Al₂Ru is a metal–metal compound with a narrow gap in its calculated bands. The table follows one crystal, computed with the PBEsol functional, from compression to stretching. Energy over minimum is counted per atom from the bottom of the energy curve, and a negative pressure means tension. The band gap on mesh is the distance between the highest filled and the lowest empty level found at the sampled k points.

Al₂Ru (space group Fddd, 6 atoms in the cell), computed with Ansatz 0.2.0: PBEsol, plane waves with PAW datasets made for PBE, scalar-relativistic, no spin polarisation, cutoff 420 eV, Gamma-centred 10×10×10 k mesh, Gaussian smearing of 0.01 eV. Cell shape and atoms are relaxed at each volume. Energies count from the minimum of a third-order Birch–Murnaghan fit.

```
volume per atom (Å³/atom)  energy over minimum (meV/atom)  pressure (GPa)  band gap on mesh (eV)
                   12.057                           138.1           30.14                  0.127
                   12.468                            73.2           20.70                  0.117
                   12.879                            30.7           12.66                  0.106
                   13.290                             7.3            5.82                  0.094
                   13.701                             0.0            0.00                  0.084
                   14.112                             6.5           -4.94                  0.073
                   14.523                               ?               ?                      ?
                   15.071                               ?               ?                      ?
```

**(a) What energy and pressure should the crystal have at 14.523 and 15.071 Å³ per atom?**

*Solution.* Near its minimum at V₀ = 13.701 Å³ the crystal behaves like a spring, with energy B(V − V₀)²/(2V₀). The bulk modulus B is 179 GPa, or 1.116 eV/Å³. At 15.071 Å³ the spring gives 1.116 × 1.370²/(2 × 13.701) = 0.076 eV, or 76 meV.

That should be too much. Repulsion climbs steeply when atoms are pushed together, but the restoring force levels off when they are pulled apart. A stretched crystal is therefore softer than a compressed one. The third-order Birch–Murnaghan form allows for this by measuring strain as y = (V₀/V)^(2/3) − 1:

E = 17196 y² + 2895 y³ (meV per atom)

The two coefficients come from least squares on the six known energies, and they also supply the value of B used above. At 15.071 Å³, y = −0.06156, so E = 65.2 − 0.7 = 64.5 meV. The pressure is minus the slope of the same curve against volume.

| Volume per atom (Å³) | Energy (meV/atom) | Pressure (GPa) |
|---|---|---|
| 14.523 | 24.8 ± 0.3 | −9.2 ± 0.1 |
| 15.071 | 64.5 ± 1.0 | −13.9 ± 0.3 |

The ranges are judgements, wider for the more distant point. They are not statistical intervals.

**(b) What happens to the gap at these volumes?**

*Solution.* Two effects compete when atoms approach. Neighbouring orbitals couple more strongly, which pushes bonding and antibonding states apart and opens a gap. The bands also broaden, which closes it. In the table the gap shrinks at each known step to larger volume, so on balance the opening effect wins under compression.

The runs fit this picture, though they do not isolate either effect. The gap is indirect: the highest filled and the lowest empty level lie at different k points. From 13.701 down to 12.057 Å³ the smallest gap at any single k point grows by about 0.2 eV, yet the mesh gap gains only 0.04 eV. The growing spread of the bands between k points takes back the rest.

The likely source is the mixing of Ru d states with Al s and p states. The table has no band characters to confirm it. The cell hardly changes shape, its angles shifting by about 0.3° at most between 13.701 and 12.057 Å³, so shorter distances are the natural first suspect. Small shifts of the atoms within the cell may still contribute.

Over so short a range a smooth curve is nearly straight. Least squares on the six known rows gives

gap = 0.08384 − 0.02649 (V − V₀) (eV, with V in Å³)

At 15.071 Å³ this is 0.08384 − 0.02649 × 1.370 = 0.048 eV. A line in ln V fits the known rows somewhat less well and gives 0.051 eV, which shows how much the choice of curve matters. The forecasts are 0.062 ± 0.004 eV at 14.523 Å³ and 0.048 ± 0.008 eV at 15.071 Å³: still open and still falling.

The main risk is a change of band edge. Both edges keep their k points from 12.057 to 13.701 Å³, but that need not last. The gap is the smallest distance between filled and empty levels, so if another k point takes over, the gap must drop below the continuation of the old curve. Bending of the old curve itself could move it either way.

Near zero pressure the slope amounts to about 2 meV per GPa. An error of 1 % in the calculated volume would shift the gap by about 4 meV. To see what a change of functional does to the bands alone, compare the gaps at the same volume.

**(c) Compare the forecasts with the computed values. What do the misses teach?**

The withheld rows as computed:

```
volume per atom (Å³/atom)  energy over minimum (meV/atom)  pressure (GPa)  band gap on mesh (eV)
                   14.523                            24.7           -9.15                  0.061
                   15.071                            64.2          -13.76                  0.046
```

*Solution.* All six values lie within their ranges, which proved wider than necessary. The energy forecast is 0.3 meV too high at 15.071 Å³, and the forecast tension there is about 0.1 GPa too strong. Both say that the computed curve softens slightly more than the fitted one. This is understandable, because the fit rests mainly on compressed crystals and had only one stretched volume to learn from.

The simple spring overshoots by 12 meV at the same volume, so softening on stretching is a large effect here. The success of the Birch–Murnaghan form is a weaker test than it looks. Pressure is minus the slope of energy against volume, so the two are not independent tests of the curve. Their agreement does check the runs themselves, which take the pressure from the stress on the cell and not from the energy curve. On the six known rows the two routes agree within 0.04 GPa.

The gap is the freer test. The straight line is too high by 0.001 eV at 14.523 Å³ and by 0.002 eV at 15.071 Å³, while the line in ln V misses the latter by 0.005 eV. A new band edge would make the gap fall more steeply from some volume on, and no clear bend of that kind appears. The misses are at most about twice the largest deviation of a known row from the line, 0.0007 eV, which is too little to assign them a cause.

An open gap on the mesh does not yet make Al₂Ru a semiconductor. Band edges between the sampled points can only make the gap smaller, or close it. At 13.701 Å³ the lowest empty level found lies at k = (0, 0.3, 0.3), away from the special points of the zone, so the true minimum probably lies slightly beside it. On the other side, functionals of this kind commonly underestimate gaps. Spin–orbit coupling, left out here, could shift the band edges as well. The PAW datasets were also made for the PBE functional, not for PBEsol. The fall of the mesh gap with volume is therefore better supported than its absolute size.
